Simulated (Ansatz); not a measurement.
## Strength of the C–Sn bond: SnH2(CH3)(CN) → SnH2(CN) + CH3

Species: SnH2(CH3)(CN), singlet; SnH2(CN), doublet; CH3 (methyl radical) `[CH3]`, doublet. 

Shapes, held fixed at every level: PBE0-D4/def2-TZVP. Programs: Ansatz 0.2.0. The zero-point and thermal change to 298 K, harmonic and unscaled (PBE0-D4/def2-TZVP), is -15.9 kJ/mol.

Estimate ΔH(298 K) of this reaction.

The highest level, CCSD(T)/def2-TZVPP, gives ΔH(298 K) = +294.9 kJ/mol; the levels span +267.7 to +342.2. The column of differences is taken from that level and isn't an error. No measured value is set beside it here. Open shells run unrestricted unless RO is named. For atoms past krypton def2 sets carry core potentials with scalar relativity. Correlated rows may include outer-core shells of Sn, which these sets cover unevenly.

```json
{"level": "SPW92/def2-TZVPP", "kind": "LDA", "ΔH(298 K) (kJ/mol)": "+342.2", "less CCSD(T)/def2-TZVPP": "+47.3"}
{"level": "r2SCAN-D4/def2-TZVPP", "kind": "meta-GGA", "ΔH(298 K) (kJ/mol)": "+267.7", "less CCSD(T)/def2-TZVPP": "-27.2"}
{"level": "BHLYP-D4/def2-TZVPP", "kind": "global hybrid", "ΔH(298 K) (kJ/mol)": "+272.8", "less CCSD(T)/def2-TZVPP": "-22.1"}
{"level": "PBE0-D4/def2-TZVPP", "kind": "global hybrid", "ΔH(298 K) (kJ/mol)": "+286.4", "less CCSD(T)/def2-TZVPP": "-8.5"}
{"level": "B2PLYP/def2-TZVPP", "kind": "double hybrid", "ΔH(298 K) (kJ/mol)": "+281.9", "less CCSD(T)/def2-TZVPP": "-13.0"}
{"level": "MP2/def2-TZVPP", "kind": "perturbation theory", "ΔH(298 K) (kJ/mol)": "+312.7", "less CCSD(T)/def2-TZVPP": "+17.8"}
{"level": "CCSD(T)/def2-SVP", "kind": "coupled cluster or CI", "ΔH(298 K) (kJ/mol)": "+274.9", "less CCSD(T)/def2-TZVPP": "-20.0"}
{"level": "CCSD(T)/def2-TZVPP", "kind": "coupled cluster or CI", "ΔH(298 K) (kJ/mol)": "+294.9", "less CCSD(T)/def2-TZVPP": "0.0"}
```

Homolysis of the Sn–CH3 bond is strongly endothermic at every level, as expected for a covalent two-electron bond. Tin's diffuse valence orbitals overlap less well with carbon's compact hybrids than another carbon's would, so the bond is weaker than a typical C–C single bond, although its Sn(δ+)–C(δ−) polarity recovers part of the loss. The negative vibrational and thermal term reflects the methyl stretching and rocking modes that become free translation and rotation on cleavage.

Correlation of the bonding pair, largely lost when the electrons separate, is probably what the methods treat most unevenly. Enlarging the basis raises the coupled-cluster value from +274.9 to +294.9 kJ/mol, a shift larger than PBE0-D4's offset of -8.5 kJ/mol. The close agreement of that hybrid may therefore not survive at the basis-set limit, which probably lies somewhat higher still. Without the cyanide-free parent for comparison, the numbers do not show whether the cyano group strengthens or weakens the Sn–CH3 bond.
